## Elastic interaction between surface steps (Marchenko–Parshin)

A step interrupts the stressed surface layer of a crystal and so loads the bulk beneath it. The strain fields of two steps overlap and give an interaction energy that falls as the inverse square of their distance, a result due to Marchenko and Parshin (1980).

### Premises and conventions

The solid fills $z<0$, with outward normal $+z$. Steps are straight, infinitely long and parallel to $y$, and all energies are per unit step length.

1. The bulk is linear elastic and isotropic, with Young's modulus $E$, Poisson ratio $\nu$ and shear modulus $\mu=E/[2(1+\nu)]$. Nothing depends on $y$, so the in-plane problem is plane strain, $\varepsilon_{yy}=0$.
2. The surface layer carries a symmetric excess stress $\sigma^s_{ij}(x,z)$ that vanishes in vacuum and in the bulk. It adds the energy $\int\sigma^s_{ij}\,\partial_j u_i\,dx\,dz$ when the crystal is displaced by $\mathbf u$. It is taken as fixed, unchanged by the field of another step.
3. All terraces are equivalent and carry the surface stress $\tau=\int\sigma^s_{xx}\,dz$, positive when tensile.
4. The step height $h$ and the width $w$ of the step core are small against the separation $\ell$, so the response of the bulk is that of a flat half-space.

Fourier transforms are $\hat f(k)=\int f(x)e^{-ikx}dx$, with $q=|k|$.

### Step 1: interaction energy

Integrating the energy of premise 2 by parts gives $-\int f_iu_i$, with the force density $f_i=\partial_j\sigma^s_{ij}$. The total energy is $\tfrac12\int\sigma_{ij}\varepsilon_{ij}-\int f_iu_i$. In equilibrium the stored elastic energy is half the work of the loads, so the total is $-\tfrac12\int f_iu_i$. Put $\mathbf f=\mathbf f^{(1)}+\mathbf f^{(2)}$ and, by linearity, $\mathbf u=\mathbf u^{(1)}+\mathbf u^{(2)}$. The two self terms do not depend on $\ell$ and belong to the step energy. The two cross terms are equal by Betti reciprocity, so

$$U=-\int f^{(1)}_i\,u^{(2)}_i\,dx\,dz. \tag{1}$$

### Step 2: a step is a force dipole

On a flat terrace, averaged over the surface cell, $\sigma^s_{ij}$ depends on $z$ only. Equilibrium of the flat surface requires $\mathbf f=0$, hence $\partial_z\sigma^s_{iz}=0$, and since the excess vanishes outside the layer, $\sigma^s_{xz}=\sigma^s_{zz}=0$. The forces are therefore confined to the step core. Integrate over a strip $|x|<L$ with $L>w$ that spans the whole layer in $z$. By the divergence theorem the net force is

$$\int f_x=\tau(L)-\tau(-L)=0,\qquad \int f_z=\Big[\int\sigma^s_{zx}\,dz\Big]_{-L}^{L}=0 .$$

The monopole vanishes by premise 3. The leading moment is the dipole tensor $D_{ij}=\int f_i\,r_j\,dx\,dz$, which is independent of origin because the net force is zero. Expanding $\mathbf u^{(2)}$ in (1) to first order about step 1 gives $U=-D^{(1)}_{ij}\partial_ju^{(2)}_i$.

At step 1 the field of step 2 satisfies free-surface conditions. From $\sigma_{xz}=0$ follows $\partial_zu_x=-\partial_xu_z$. From $\sigma_{zz}=0$ in plane strain follows $\partial_zu_z=-\frac{\nu}{1-\nu}\partial_xu_x$. The four components of $D$ then collapse to two:

$$U=-d_x^{(1)}\partial_xu_x^{(2)}-d_z^{(1)}\partial_xu_z^{(2)},\qquad d_x=D_{xx}-\frac{\nu}{1-\nu}D_{zz},\qquad d_z=D_{zx}-D_{xz}. \tag{2}$$

The step couples like a surface traction $f_i(x)=-d_i\,\delta'(x-x_n)$, for which $\int (x-x_n)f_i\,dx=d_i$. By reciprocity the same traction also generates its distant field.

### Step 3: the normal dipole from torque balance

The component $d_z=\int(xf_z-zf_x)\,dx\,dz$ is the torque of the step forces. Insert $f_i=\partial_j\sigma^s_{ij}$ and integrate by parts. The volume term is $-\int(\sigma^s_{zx}-\sigma^s_{xz})=0$ by the symmetry of the stress. The boundary terms lie on the terraces, where $\sigma^s_{zx}=0$:

$$d_z=-\Big[\int z\,\sigma^s_{xx}\,dz\Big]_{-L}^{L}.$$

Let $h_s=\pm h$ be the rise of the surface on crossing the step toward $+x$. The stress profile at $+L$ is that at $-L$ shifted by $h_s$, so its first moment is larger by $\tau h_s$, and

$$d_z=-\tau h_s. \tag{3}$$

The two terraces pull on the step with equal and opposite forces $\tau$ whose lines of action are $h$ apart. Neither the depth profile of the stress nor the structure of the step enters.

The same integration gives $D_{xx}=2L\tau-\int\sigma^s_{xx}\,dx\,dz$ and $D_{zz}=-\int\sigma^s_{zz}\,dx\,dz$. These are excess stresses of the core itself. No balance law fixes $d_x$, which depends on the atomic structure of the step.

### Step 4: surface response of the half-space

Take a traction $\hat f_i e^{ikx}$ on $z=0$ and an Airy function $\phi$ with $\sigma_{xx}=\partial_z^2\phi$, $\sigma_{zz}=\partial_x^2\phi$, $\sigma_{xz}=-\partial_x\partial_z\phi$. This form satisfies equilibrium identically, and compatibility requires $\nabla^4\phi=0$. The solution that decays into the solid is

$$\phi=(a+bqz)\,e^{qz}e^{ikx}.$$

The boundary conditions $\sigma_{iz}(z=0)=f_i$ read $-k^2a=\hat f_z$ and $-ikq(a+b)=\hat f_x$, so that

$$a=-\hat f_z/k^2,\qquad a+b=i\hat f_x/(kq).$$

Hooke's law in plane strain is $E\varepsilon_{xx}=(1-\nu^2)\sigma_{xx}-\nu(1+\nu)\sigma_{zz}$, and likewise with $x\leftrightarrow z$. At the surface $\hat\sigma_{xx}=q^2(a+2b)=2i(k/q)\hat f_x+\hat f_z$. With $\hat\varepsilon_{xx}=ik\hat u_x$ and $\kappa\equiv(1+\nu)(1-2\nu)=1-\nu-2\nu^2$,

$$\hat u_x=\frac{2(1-\nu^2)}{Eq}\hat f_x-\frac{i\kappa}{Ek}\hat f_z .$$

The normal displacement is $\hat u_z=\int_{-\infty}^0\hat\varepsilon_{zz}\,dz$. The two integrals needed are $\int\hat\sigma_{zz}\,dz=-q(a-b)$ and $\int\hat\sigma_{xx}\,dz=q(a+b)$. Writing $a-b=2a-(a+b)$ gives $E\hat u_z=-2(1-\nu^2)qa+\kappa q(a+b)$, that is

$$\hat u_z=\frac{2(1-\nu^2)}{Eq}\hat f_z+\frac{i\kappa}{Ek}\hat f_x .$$

Thus $\hat u_i=\hat G_{ij}\hat f_j$ with

$$\hat G_{xx}=\hat G_{zz}=\frac{\pi\Lambda}{|k|},\qquad \hat G_{xz}=-\hat G_{zx}=-\frac{i\kappa}{Ek},\qquad \Lambda\equiv\frac{2(1-\nu^2)}{\pi E}=\frac{1-\nu}{\pi\mu}. \tag{4}$$

The matrix is Hermitian, as reciprocity demands. In real space, up to constants, the diagonal part is $-\Lambda\ln|x|$ and $G_{xz}=\frac{\kappa}{2E}\,\mathrm{sgn}\,x$.

### Step 5: two dipoles

The transform of the dipole traction is $\hat f_i^{(n)}=-ik\,d_i^{(n)}e^{-ikx_n}$. Parseval's theorem turns (1) into

$$U=-\int\frac{dk}{2\pi}\,k^2e^{iks}\,d_i^{(1)}\hat G_{ij}(k)\,d_j^{(2)},\qquad s=x_1-x_2,\quad \ell=|s|.$$

The integrals are defined with a factor $e^{-\eta|k|}$, which spreads each dipole into a Lorentzian of half-width $\eta/2$, followed by $\eta\to0$. The diagonal terms need

$$\int\frac{dk}{2\pi}|k|e^{iks-\eta|k|}=\frac1\pi\,\mathrm{Re}\frac{1}{(\eta-is)^2}=\frac1\pi\frac{\eta^2-s^2}{(\eta^2+s^2)^2}\;\to\;-\frac{1}{\pi\ell^2}.$$

The off-diagonal terms need

$$\int\frac{dk}{2\pi}\,k\,e^{iks-\eta|k|}=\frac{i}{\pi}\frac{2\eta s}{(\eta^2+s^2)^2}\;\to\;0\quad(s\neq0).$$

They vanish because a sign function has no curvature away from the origin. Collecting the factors $(-1)(\pi\Lambda)(-1/\pi\ell^2)$,

$$\boxed{U(\ell)=\frac{2(1-\nu^2)}{\pi E}\,\frac{d_x^{(1)}d_x^{(2)}+d_z^{(1)}d_z^{(2)}}{\ell^2}}\tag{5}$$

The real-space picture confirms the sign. A dipole at the origin displaces the surface by $u_i=-d_j\,\partial_xG_{ij}=\Lambda d_i/x$. Its gradient is $-\Lambda d_i/x^2$, and (2) returns (5).

A dipole of forces along the step, $d_y=\int xf_y\,dx\,dz$, excites antiplane shear. There $u_y\propto e^{qz}$ and $\mu q\hat u_y=\hat f_y$, which adds $2(1+\nu)\,d_y^{(1)}d_y^{(2)}/(\pi E\ell^2)$. A mirror plane perpendicular to the step forces $d_y=0$.

### Like and unlike steps

Two identical steps of the same sense have equal dipoles. With (3),

$$U=\frac{A}{\ell^2},\qquad A=\Lambda\,(d_x^2+\tau^2h^2)\ \ge\ \Lambda\tau^2h^2. \tag{6}$$

Like steps repel for either sign of $\tau$, and the surface stress alone sets a lower bound on $A$.

For an up step facing a down step, $d_z$ changes sign and $U=\Lambda(d_xd_x'-\tau^2h^2)/\ell^2$. If the two are mirror images under $x\to-x$, then $d_x'=d_x$, because both $x$ and $f_x$ reverse. They then attract when $|d_x|<|\tau| h$ and repel otherwise.

On a vicinal surface of equally spaced like steps, each pair is counted once by summing over the neighbours on one side. The energy per step is $\sum_{n\ge1}A/(n\ell)^2=\pi^2A/(6\ell^2)$. With slope $m=h/\ell$, terrace energy $\gamma_0$ and step energy $\beta$, dividing by $\ell$ gives the energy per projected area:

$$\gamma_p(m)=\gamma_0+\frac{\beta}{h}|m|+g|m|^3,\qquad g=\frac{\pi^2A}{6h^3}. \tag{7}$$

On the equilibrium shape the lateral coordinate is proportional to $d\gamma_p/dm=\beta/h+3gm^2$. The slope therefore grows as $(x-x_0)^{1/2}$ beyond the facet edge $x_0$, and the profile leaves the facet as $(x-x_0)^{3/2}$.

### Range of validity

*Distance.* Higher multipoles and the stepped geometry give relative corrections that vanish with $w/\ell$ and $h/\ell$. For identical steps on the flat half-space the multipole correction starts at $(w/\ell)^2$. The diagonal integrand $|\hat f_i|^2/|k|$ is even in $k$, so the term after $|k|$ is $|k|^3$, which transforms to $\ell^{-4}$, while the off-diagonal integrand is analytic in $k$ for compact cores and has no long-range part.

*Equivalent terraces.* If $\tau$ differs across the step, a monopole survives and the logarithm in $G$ replaces (5) at large $\ell$. This happens at single steps of Si(001), where the dimer rows rotate, and at boundaries between 7×7 and 1×1 domains on Si(111).

*Elasticity.* Strains $\Lambda d/x^2$ must be small and the crystal much thicker than $\ell$. Anisotropy keeps the $\ell^{-2}$ law, since the half-space has no length scale, but replaces $\Lambda$ by a symmetric matrix that may couple $d_x$ to $d_z$.

*Other interactions.* Electrostatic dipoles at the steps and interactions carried by surface electronic states are not included.

*Thermal wandering.* Steps of stiffness $\tilde\beta$ that cannot cross map onto free fermions in one dimension, with $y$ as imaginary time, mass $\tilde\beta$ and $\hbar\to k_BT$. Filling states up to $k_F=\pi/\ell$ costs $(k_BT)^2k_F^2/(6\tilde\beta)$ per step. This has the form $\pi^2A/(6\ell^2)$ with $A\to A_T=(k_BT)^2/\tilde\beta$. The two repulsions do not add. The relative motion of a pair obeys $-A_T\psi''+A\psi/x^2=\epsilon\psi$, so $\psi\sim x^\lambda$ at short distance with $\lambda(\lambda-1)=A/A_T$. The exact ground state of the many-step problem, the Calogero–Sutherland model, is quoted here without proof: it replaces $A$ in (7) by $\lambda^2A_T$, which tends to $A_T$ for $A\to0$ and to $A$ for $A\gg A_T$.

### Illustration: single steps on Si(111) 7×7

Take single-bilayer steps along $[1\bar10]$. Adjacent terraces are related by a lattice translation and, when both carry the same reconstruction, have the same $\tau$. The $(1\bar10)$ mirror plane is perpendicular to the step and gives $d_y=0$. There is no mirror $x\to-x$ for this direction, so steps descending toward $[11\bar2]$ and toward $[\bar1\bar12]$ have different $d_x$ but equal $|d_z|$.

*Elastic factor.* The compiled constants (Oses 2018) are $C_{11}=165.64$, $C_{12}=63.94$ and $C_{44}=79.51$ GPa. The bulk modulus is $K=(C_{11}+2C_{12})/3=97.84$ GPa, and $\nu=(3K-2\mu)/[2(3K+\mu)]$. The Voigt average $\mu=(C_{11}-C_{12}+3C_{44})/5=68.05$ GPa gives $\nu=0.2177$, $E=165.7$ GPa and $\Lambda=0.586$ Å$^3$/eV. The Reuss average $\mu=5(C_{11}-C_{12})C_{44}/[4C_{44}+3(C_{11}-C_{12})]=64.88$ GPa gives $\nu=0.2285$ and $\Lambda=0.606$ Å$^3$/eV. The spread of 3 per cent indicates how much the choice of isotropic average matters. The Voigt value is used below.

*Dipole.* With the approximate lattice constant $a_0=5.43$ Å, the step height is $h=a_0/\sqrt3=3.135$ Å and the 1×1 cell area is $\sqrt3a_0^2/4=12.77$ Å$^2$. As a typical input take a tensile stress of 2.4 eV per 1×1 cell, so $\tau=0.188$ eV/Å$^2$, or 3.0 N/m. Then $|d_z|=\tau h=0.589$ eV/Å, where the third figure is kept only for the next step.

*Interaction.* Setting $d_x=0$ gives the lower bound of the model,

$$A=\Lambda\tau^2h^2=0.20\ \text{eV Å}.$$

At $\ell=100$ Å, a miscut of 1.8°, a pair of steps has $U=2.0\times10^{-5}$ eV/Å, a step in the regular train has $3.3\times10^{-5}$ eV/Å, and $g=0.011$ eV/Å$^2$. The gradient $\Lambda|d_z|/\ell^2$ at the neighbouring step is $3.5\times10^{-5}$, well inside the linear range. The geometric parameter is $h/\ell=0.03$. If the core is as wide as a strip of 7×7 cells, $7a_0\sqrt{3/8}=23.3$ Å, then $(w/\ell)^2=0.05$. Two figures are the most the model supports.

*Wandering.* The 7×7 phase is stable up to roughly 1100 K. At 1000 K, $k_BT=0.0862$ eV, and the pair energy equals $k_BT$ only over a step length of about 0.4 µm. An assumed stiffness $\tilde\beta=0.05$ eV/Å gives $A_T=0.15$ eV Å, which rivals the elastic term. Then $A/A_T=1.3$ and $\lambda^2A_T/A=2.3$, so for steps that equilibrate near this temperature $g$ exceeds the straight-step value by about that factor.

The value 0.20 eV Å is the model's, resting on an assumed $\tau$ and on $d_x=0$. The energetic coefficient typically quoted for single steps on this surface is roughly 0.4 eV Å, so the bound falls short by about a factor of two. That is the direction in which (6) allows the bound to miss, since a tangential dipole of the same magnitude as $\tau h$ would double $A$, and only a knowledge of the step core can supply $d_x$.